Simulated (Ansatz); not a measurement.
# Frozen-mode energies of zinc-blende SnO along two unstable zone-boundary modes, LDA with plane waves

A tin oxide film forced into a tetrahedral structure is of use in a device only if its atoms stay on their sites. Where a phonon has an imaginary frequency they do not, and the shape of the energy well tells how far they move and how much energy drives them. We follow SnO, built on the zinc-blende prototype, along two such modes: one at 259i cm⁻¹ leading to space group No. 115, the other at 250i cm⁻¹ leading to No. 121. Energies are LDA values per atom, measured from the undistorted cell, with the cell and all other coordinates held. We ask what shape the wells have, and whether one quartic term added to the linear-response curvature describes how they close.

## How the numbers were made

One crystal, SnO (zinc-blende) (built on the prototype, may be hypothetical; not the structure at ambient conditions), at its high-symmetry cell. The structures stem from cells built on the prototype from tabulated radii, directly or through a relaxation at another level; cell and atoms were relaxed at zero pressure at each row's own level, inside the symmetry of the start, with no thermal or zero-point expansion. Program: Ansatz 0.2.0, plane waves, LDA, the program's default PAW potentials, scalar-relativistic without spin-orbit coupling, no spin polarisation. Wave-function cutoff 420 eV (the default for the potentials of each cell); on the k meshes (Γ-centred) the least product of divisions and cell-vector length runs from 37 to 46 Å, relaxations included. Residual pressures at rest stay under 0.01 GPa. Occupations: methfessel-paxton smearing of 0.15 eV. Harmonic modes at natural masses come from linear response (density functional perturbation theory), with the acoustic sum rule imposed. Modes off the zone centre were solved by linear response on the q mesh of each row. Each unstable mode was frozen into the smallest supercell that holds it, with the cell and all other coordinates fixed, with methfessel-paxton smearing of 0.15 eV. The tabled runs alone: cutoff 420 eV, k length 45 Å, k mesh 12×12×12. Warnings of the programs on runs behind the rows: eigensolver not converged (all rows); phonon interpolation lacks quadrupole term (all rows); vibrations at or below zero (all rows).

Notes on method and selection:

- For E = −|ω|²Q²/2 + bQ⁴ the minimum lies at Q² = |ω|²/(4b) with depth |ω|⁴/(16b).
- Cell and secondary modes are held, so relaxed phases lie deeper. For a degenerate mode the line names the space-group number that the chosen direction leaves.
- At small amplitudes the supercell's k mesh and smearing can part the frozen curve from the linear-response curvature.
- In cells without a Kohn-Sham gap the frequencies depend on k mesh and smearing; the size of that error was not measured for these rows.
- Spin-orbit coupling is left out; it matters most with heavy elements (here Sn).
- The values come from displaced cells, with forces on their atoms.
- The settings given for the tabled runs are those of the phonon run on the parent cell; the displaced supercells have k meshes of their own.
- Runs that did not converge, have known faults or may not be shown are not listed, and runs on Ansatz's PAW sets soft_1 and soft_2 are kept to separate tables.

Columns:

- amplitude Q (u¹/2 Å): mass-weighted amplitude Q of the frozen mode, per parent cell.
- harmonic term (meV/atom): harmonic term −|ω|²Q²/2 per atom of the parent cell, from the linear-response frequency.
- largest displacement (Å): largest atomic displacement.
- energy (meV/atom): energy per atom against the undistorted cell.
- anharmonic terms (meV/atom): energy minus the harmonic term: cubic, quartic and higher parts.

## The series

| member | frozen mode | amplitude Q (u¹/2 Å) | harmonic term (meV/atom) | largest displacement (Å) | energy (meV/atom) | anharmonic terms (meV/atom) |
| --- | --- | --- | --- | --- | --- | --- |
| 0.04 Å | q = (0, -0.5, -0.5), 259i cm⁻¹, to No. 115 | 0.160 | −1.58 | 0.04 | −0.96 | 0.6193 |
| 0.08 Å | q = (0, -0.5, -0.5), 259i cm⁻¹, to No. 115 | 0.320 | −6.31 | 0.08 | −2.66 | 3.647 |
| 0.14 Å | q = (0, -0.5, -0.5), 259i cm⁻¹, to No. 115 | 0.560 | −19.31 | 0.14 | −3.55 | 15.76 |
| 0.22 Å | q = (0, -0.5, -0.5), 259i cm⁻¹, to No. 115 | 0.880 | −47.68 | 0.22 | 1.04 | 48.73 |
| 0.32 Å | q = (0, -0.5, -0.5), 259i cm⁻¹, to No. 115 | 1.280 | −100.89 | 0.32 | 14.40 | 115.3 |
| 0.04 Å | q = (0.25, -0.5, -0.25), 250i cm⁻¹, to No. 121 | 0.161 | −1.49 | 0.04 | −1.48 | 0.00555 |
| 0.08 Å | q = (0.25, -0.5, -0.25), 250i cm⁻¹, to No. 121 | 0.322 | ? | ? | ? | ? |
| 0.14 Å | q = (0.25, -0.5, -0.25), 250i cm⁻¹, to No. 121 | 0.563 | −18.23 | 0.14 | −15.88 | 2.345 |
| 0.22 Å | q = (0.25, -0.5, -0.25), 250i cm⁻¹, to No. 121 | 0.885 | −45.01 | 0.22 | −31.19 | 13.82 |
| 0.32 Å | q = (0.25, -0.5, -0.25), 250i cm⁻¹, to No. 121 | 1.287 | −95.23 | 0.32 | −42.05 | 53.18 |
| 0.45 Å | q = (0.25, -0.5, -0.25), 250i cm⁻¹, to No. 121 | 1.810 | −188.33 | 0.45 | −16.52 | 171.8 |
| 0.6 Å | q = (0.25, -0.5, -0.25), 250i cm⁻¹, to No. 121 | 2.414 | −334.78 | 0.60 | 118.46 | 453.2 |

Cells marked ? are withheld until the estimate has been made.

## Mechanism

The two modes have nearly equal frequencies but very different wells. Towards No. 115 the lowest row is −3.55 meV/atom at 0.14 Å, and the energy is already positive at 0.22 Å. Towards No. 121 the lowest row is −42.05 meV/atom at 0.32 Å, and the energy is positive only at 0.60 Å.

A positive quartic term gives the right kind of well, but no single coefficient fits either mode. Towards No. 121, the anharmonic energy divided by Q⁴ is 2.345 / 0.563⁴ = 23.3 at 0.14 Å and 453.2 / 2.414⁴ = 13.3 at 0.60 Å, in meV/atom per (u¹/2 Å)⁴. With the harmonic coefficient 18.23 / 0.563² = 57.5, the first value predicts a depth of 57.5² / (4 × 23.3) = 35 meV/atom, less than the row at 0.32 Å already shows. Higher terms of negative net sign therefore soften the wall.

Towards No. 115 the quartic form fails from the start. Doubling Q from 0.160 to 0.320 raises the anharmonic energy by 3.647 / 0.6193 = 5.9, where a quartic term would give 16 and a quadratic one 4. Much of this "anharmonic" energy thus behaves like a curvature that differs from linear response, for which the supercell's k mesh and the smearing are the first suspects in a crystal without a gap. If the whole 0.6193 meV/atom at 0.04 Å were such an error, growing as Q², the energy at 0.32 Å would become 14.40 − 64 × 0.6193 = −25.2 meV/atom. Over the rows shown, the No. 121 path would still reach the lower energy, though by a much smaller factor.

Short-range repulsion between approaching ions is the usual source of positive terms at large displacement. Against it can work the mixing of Sn 5s and 5p states into a lopsided lone pair, but only where the Sn site turns polar. Towards No. 115 symmetry forbids this: only O moves, and each Sn keeps a fourfold rotoinversion axis, half of them with four longer and half with four shorter bonds. Towards No. 121 polar Sn sites are allowed, which may be why that well is deeper. The closing of the band overlap is a less likely cause, since on that path it comes only at 0.60 Å, beyond the lowest row.

## Estimating the withheld member

Plain estimates from the members shown:

- 0.08 Å (q = (0.25, -0.5, -0.25), 250i cm⁻¹, to No. 121), straight-line interpolation between 0.04 Å and 0.14 Å: w = (0.322 − 0.161) / (0.563 − 0.161) = 0.400, so −1.48 + 0.400 × (−15.88 − (−1.48)) = −7.25 meV/atom
- 0.08 Å (q = (0.25, -0.5, -0.25), 250i cm⁻¹, to No. 121), from its own q = (0, -0.5, -0.5), 259i cm⁻¹, to No. 115 value plus the mean shift q = (0.25, -0.5, -0.25), 250i cm⁻¹, to No. 121 − q = (0, -0.5, -0.5), 259i cm⁻¹, to No. 115 over the other 4 members (−25.38, standard deviation 21): −2.66 − 25.38 = −28.04 meV/atom

The missing row lies at 0.08 Å on the path to No. 121. The straight line in Q gives −7.25 meV/atom, which is too low because an inverted parabola runs above its chord. The shift from the other mode gives −28.04, which is worse, since that shift grows with amplitude and its mean is set by the large displacements.

We take the harmonic and anharmonic parts separately. The harmonic term scales as the square of the displacement: −95.23 × (0.08 / 0.32)² = −5.95 meV/atom.

For the anharmonic part we interpolate its ratio to Q² linearly in Q², which allows for a small curvature mismatch as well as a quartic term. The ratio is 0.00555 / 0.161² = 0.214 at 0.04 Å and 2.345 / 0.563² = 7.40 at 0.14 Å. At Q = 0.322 this gives 0.214 + (7.40 − 0.214) × (0.322² − 0.161²) / (0.563² − 0.161²) = 2.13, and 2.13 × 0.322² = 0.221 meV/atom.

We try the same route on the shown row at 0.14 Å, from its neighbours at 0.04 and 0.22 Å. The ratio at 0.22 Å is 13.82 / 0.885² = 17.6, so the interpolated ratio is 0.214 + (17.6 − 0.214) × (0.563² − 0.161²) / (0.885² − 0.161²) = 6.90, and 6.90 × 0.563² = 2.19 meV/atom. This is too low by a factor of 2.345 / 2.19 = 1.07. The cause is the curvature of the ratio, which has the same sense here, so we apply the factor: 1.07 × 0.221 = 0.24. The sum is −5.95 + 0.24 = −5.71 meV/atom.

On the 0.08 Å row of the other mode the uncorrected route falls short by about 13 %. That share of 0.24 is 0.03 meV/atom, which we take as the standard deviation.

**Committed estimate, 0.08 Å (q = (0.25, -0.5, -0.25), 250i cm⁻¹, to No. 121): energy = −5.71 ± 0.03 meV/atom.**

## Check

| member | frozen mode | amplitude Q (u¹/2 Å) | harmonic term (meV/atom) | largest displacement (Å) | energy (meV/atom) | anharmonic terms (meV/atom) |
| --- | --- | --- | --- | --- | --- | --- |
| 0.08 Å | q = (0.25, -0.5, -0.25), 250i cm⁻¹, to No. 121 | 0.322 | −5.95 | 0.08 | −5.76 | 0.1912 |

| member | estimate | energy (meV/atom) | computed | estimate − computed | miss in error bars |
| --- | --- | --- | --- | --- | --- |
| 0.08 Å (q = (0.25, -0.5, -0.25), 250i cm⁻¹, to No. 121) | committed | −5.71 | −5.76 | +0.05 | 1.7 |
| 0.08 Å (q = (0.25, -0.5, -0.25), 250i cm⁻¹, to No. 121) | interpolation | −7.25 | −5.76 | −1.49 |  |
| 0.08 Å (q = (0.25, -0.5, -0.25), 250i cm⁻¹, to No. 121) | shift from q = (0, -0.5, -0.5), 259i cm⁻¹, to No. 115 | −28.04 | −5.76 | −22.28 |  |

The estimate of −5.71 meV/atom lies 0.05 above the computed −5.76, outside its error bar by a factor of 1.7. It is still far nearer than the straight line, which missed by 1.49, and the shift from the other mode, which missed by 22.28.

Splitting off the harmonic term held, since that term makes up nearly the whole energy at 0.08 Å. The correction factor of 1.07 failed. Without it the anharmonic part would have been 0.221 meV/atom and the energy −5.95 + 0.221 = −5.73 meV/atom; the computed part is 0.1912. We had assumed that the ratio of anharmonic energy to Q² bends the same way at small and at larger amplitudes, and it does not. The error bar, taken from a single row of the other mode, was too narrow.

On this path the frozen mode follows the linear-response curvature closely at small amplitude, and the positive anharmonic terms are still weak at 0.08 Å.

## Outliers

The 0.04 and 0.08 Å rows towards No. 115 depart most from a quartic law. Their anharmonic energy divided by Q⁴ is 0.6193 / 0.160⁴ = 945 and 3.647 / 0.320⁴ = 348 meV/atom per (u¹/2 Å)⁴, against 115.3 / 1.280⁴ = 43 at 0.32 Å.

A curvature error from k mesh and smearing may contribute, but it cannot be the whole cause. It would leave the anharmonic energy divided by Q² constant, whereas this ratio rises from 0.6193 / 0.160² = 24 to 115.3 / 1.280² = 70. Nor does an added quartic term mend this, since the ratio would then rise in a straight line with Q², but it already reaches 15.76 / 0.560² = 50 at 0.14 Å. A likely further part comes from electrons near the Fermi level. Linear response counts the energy they gain when the distortion splits their levels, and that gain grows more slowly than Q² once the splitting exceeds the smearing. The missing gain appears as a positive anharmonic term, as observed, and the strong change in band overlap along this path fits the picture.

Towards No. 121 the 0.60 Å row stands out by its energy of 118.46 meV/atom, which reflects the large displacement and short-range repulsion.

## Conclusions

A positive quartic term can close both wells, but one coefficient does not describe either over the rows shown. Towards No. 121 it stays between 0.1912 / 0.322⁴ = 17.8 and 2.345 / 0.563⁴ = 23.3 from 0.08 to 0.32 Å; towards No. 115 it has no useful range.

For a further amplitude towards No. 121, interpolating the anharmonic energy divided by Q² linearly in Q² misses by 0.03 meV/atom at 0.08 Å, but by about 4 at 0.32 Å and roughly 9 at 0.45 Å when neighbouring rows are used.

The lowest row lies 2 × 42.05 = 84 meV per formula unit below the undistorted cell, roughly three times the thermal energy at room temperature.

Relaxing the cell and secondary modes can only deepen the wells, by an amount that this table does not give. LDA usually makes gaps too small, so the band overlap, and with it the small-amplitude response towards No. 115, may change at a higher level.
